Appendix: elastic isotropy and the circle-to-slit threshold

Suo and Wang (1994) found that a pore of radius a under equal biaxial remote stress σ turns elliptical at Λ = σ²a/(γE′) = 3/8, with γ the surface energy and E′ = E/(1 − ν²) in plane strain. Elastic isotropy enters twice. It supplies one modulus, and it makes the wall strain-energy density w uniform, so that the circle is in equilibrium. Both fail for a channel along [001] in Si.

Compliance. Let x ∥ [100], K = (C11 + C12)/2, μ₁ = (C11 − C12)/2, μ₂ = C44. The plane-strain uniaxial compliance at angle α to x is
S(α) = (1 + η cos 4α)/Ē, 1/Ē = 1/(4K) + (1/μ₁ + 1/μ₂)/8, η = Ē(1/μ₁ − 1/μ₂)/8.

Ellipses. In Lekhnitskii's solution an elliptical hole strains uniformly. For semi-axes X, Y along the cube axes the energy change per length is U = −πσ²(X² + Y²)S(0)√[(1 + ρ)/2], ρ = (1 − 3η)/(1 + η), that is U = −πσ²(X² + Y²)√(1 − η²)/Ē. Ellipses show no first-order shift.

Fourfold distortion. On the wall w = ε_t²/(2S), and the hoop strain ε_t is unchanged at first order, so w = (2σ²/Ē)(1 − η cos 4θ) on the circle. Map the pore exterior as z = R(ζ + m/ζ + q/ζ³), m and q real, at fixed area: R²(1 − m² − 3q²) = a². With δn the outward wall displacement, δU = −∮w δn ds gives +U₀ηq, U₀ = 2πσ²a²/Ē. Muskhelishvili's potentials give the isotropic part, −U₀[1 + 3q² + m²(1 + q)/(1 − q)]R²/a². The perimeter is R∮|1 − m/ζ² − 3q/ζ⁴|dθ on |ζ| = 1. With Λ = σ²a/(γĒ), the free energy in units of 2πaγ is, to cubic order,
g = 1 + 3m²/4 + 15q²/4 + 3qm²/8 − Λ(1 + 2m² + 6q² + 2qm² − ηq).
At m = 0, ∂g/∂q = 0 gives q₀ = −Λη/(15/2 − 12Λ), or −η/8 at Λ = 3/8: the pore bulges toward ⟨110⟩. The m² coefficient, 3/4 − 2Λ + q₀(3/8 − 2Λ), then vanishes at Λc = (3/8)(1 + η/16) for elongation along ⟨100⟩. A 45° rotation reverses η, giving 1 − η/16 for ⟨110⟩.

Second order. The factor 1/16 lets η² terms compete. Adding s/ζ⁵ to the map, g gains 35s²/4 + 15mqs/4 + 69m²q²/16 − Λ(10s² + 12mqs + 14m²q² − η²m² + ηqm² − 3ηms). Eliminating s,
Λc = (3/8)(1 ± η/16 + 0.46η²), upper sign ⟨100⟩.

Size in Si. The compiled values C11 = 165.64, C12 = 63.94, C44 = 79.51 GPa (Oses 2018, temperature not stated) give K = 114.79 GPa, μ₁ = 50.85 GPa, Ē = 161.1 GPa, η = 0.143 and q₀ = −0.018. The corrections are ±0.0089 and +0.0094, so Λc ≈ 0.375 for ⟨110⟩ and 0.382 for ⟨100⟩, up to terms of order η³ ≈ 0.003. Anisotropy splits the thresholds by 1.8 % and favours a ⟨110⟩ slit. The modulus matters more: the directional values 1/S, 141.0 GPa along ⟨100⟩ and 187.9 GPa along ⟨110⟩, misstate Λ by ±14 %.

Rival effects. A surface energy γ(1 + ε cos 4α), α the normal angle, adds −15εq/2 to g and matches the elastic forcing Ληq at |ε| = η/20 = 0.007. The anisotropy of Si is typically several per cent, so it, not elasticity, should orient the slit. With a typical γ = 1.4 J/m² and an assumed a = 100 nm, the model's critical stress is 0.92 GPa, or 1.8 GPa in the wall. Near 1000 °C silicon typically flows at tens of MPa or less, so dislocation glide would relax such a stress before surface diffusion reshapes the pore.